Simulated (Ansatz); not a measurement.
# Ru: energy above lowest point against volume scale

Free energy against uniform scaling of the volume at fixed shape and fractions; periodic cell, basis, potentials, k mesh and filling as listed. The results are calculated, by Ansatz 0.2.0.

The cell before it is scaled or strained (space group P6_3/mmc, No. 194):
```
CELL_PARAMETERS angstrom
2.70580 0.00000 0.00000
-1.35290 2.34330 0.00000
0.00000 0.00000 4.28190
ATOMIC_POSITIONS crystal
Ru 0.33333 0.66667 0.25000
Ru 0.66667 0.33333 0.75000
```

Settings of every row: functional PBE; dispersion none; potentials all-electron LAPW; k mesh 12x12x7; k shift 0x0x0; occupations gaussian; smearing width 0.05 eV; spin none; basis error target 0.001 eV/atom.

Limits: coarse k mesh, up to 40 meV an atom off.

```
row  volume scale  V (Å³/atom)  energy above lowest point (meV/atom)
  1          0.94        12.76                                  81.1
  2          0.96       13.032                                  40.9
  3          0.98       13.303                                     ?
  4             1       13.575                                   1.9
  5          1.02       13.846                                     0
  6          1.04       14.118                                   8.2
  7          1.06       14.389                                  25.5
```

Question: what energy above lowest point should row 3 give?

Worked fit of energy above lowest point. Take u = (V_r/V)^(2/3) − 1 with V_r = 13.71 Å³ an atom, which is twice the finite (Eulerian) strain; such expansions in the strain, on which the Birch-Murnaghan equation of state is built, carry the rest volume and the bulk modulus. The shown rows have u = 0.04904, 0.03439, 0.00662, -0.00656, -0.01936, -0.03171. Least squares give energy above lowest point = −0.4 + 140.2 × u + 30499 × u² + 10741 × u³ meV/atom; a parabola predicts inner rows, each left out in turn, worse (root mean square 0.22 against 0.077 meV/atom). All shown rows lie on it to the printed digit. Its lowest point lies at u = -0.0023, or V = 13.76 Å³ an atom, and the curvature there gives the bulk modulus at fixed shape and fractions, B = (4/9)(1 + u)² E″(u)/V = 314 GPa. Letting shape and atoms relax would as a rule lower it, by much in layered, chain or molecular crystals. The withheld row has u = 0.02029, so the fit gives −0.4 + 140.2 × (0.02029) + 30499 × (0.02029)² + 10741 × (0.02029)³ = 15.1 meV/atom.

The calculation gave 15 meV/atom. The fit lies 0.1 meV/atom (0.12 % of the column's range) above it, one unit of the last digit.
